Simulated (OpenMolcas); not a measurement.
## GaH2ClO (SMILES [OH][GaH][Cl]): the vertical energy of the triplet above the singlet, rung by rung

The species is GaH2ClO (5 atoms), meant as a singlet with charge 0. SMILES: `[OH][GaH][Cl]`. The shape is that of a PBE0-D4/def2-TZVP optimisation. This is one conformer, not always the lowest.

```xyz
5

O    -1.1524    0.5160   -0.4969
Ga    0.4700    0.2081    0.1462
Cl    0.9275   -1.8566    0.5046
H    -1.6723   -0.2818   -0.6223
H     1.4772    1.3406    0.4269
```

Quantity: the vertical energy of the triplet above the singlet, in eV. The values are calculated.

```json
{"level": "HF/def2-SVPD", "kind": "Hartree–Fock", "program": "OpenMolcas", "value (eV)": "6.74", "CPU time (all runs)": "1.7 min"}
{"level": "BLYP/def2-SVPD", "kind": "GGA", "program": "OpenMolcas", "value (eV)": "5.77", "CPU time (all runs)": "2.3 min"}
{"level": "revPBE/def2-SVPD", "kind": "GGA", "program": "OpenMolcas", "value (eV)": "5.75", "CPU time (all runs)": "3 min"}
{"level": "M06-L/def2-SVPD", "kind": "meta-GGA", "program": "OpenMolcas", "value (eV)": "6.27", "CPU time (all runs)": "3.6 min"}
{"level": "TPSS/def2-SVPD", "kind": "meta-GGA", "program": "OpenMolcas", "value (eV)": "5.85", "CPU time (all runs)": "3.5 min"}
{"level": "B3LYP/def2-SVPD", "kind": "global hybrid", "program": "OpenMolcas", "value (eV)": "6.18", "CPU time (all runs)": "1.9 min"}
{"level": "M06-2X/def2-SVPD", "kind": "hybrid meta-GGA", "program": "OpenMolcas", "value (eV)": "6.68", "CPU time (all runs)": "3.4 min"}
{"level": "PBE0/def2-SVPD", "kind": "global hybrid", "program": "OpenMolcas", "value (eV)": "6.23", "CPU time (all runs)": "1.8 min"}
```

All-electron rows without a relativistic Hamiltonian named are non-relativistic. The values span 5.75 to 6.74 eV. Times are those of the runs behind each value, whatever else they computed, on shared processors of several kinds: orders of magnitude only.

At every level the singlet lies well below the triplet at this geometry, as expected for gallium(III) with a filled 3d shell and all valence electrons in bonds or lone pairs. Reaching the triplet means unpairing electrons from a stable occupied level, probably an oxygen or chlorine lone pair with some Ga–H bonding character, into an empty orbital of mainly gallium 4s/4p and antibonding character. No low-lying acceptor such as a π* orbital is available, so the gap is large.

The two GGAs give the smallest gaps and Hartree–Fock the largest, with M06-2X close behind, possibly because exact exchange penalises the transfer of charge from ligand to metal less favourably described by semilocal exchange. M06-L breaks a simple ordering by exact exchange: it has none, yet at 6.27 eV lies above both B3LYP and PBE0. The Hartree–Fock value is not an upper bound, since the missing correlation of the broken pair would by itself raise the gap.
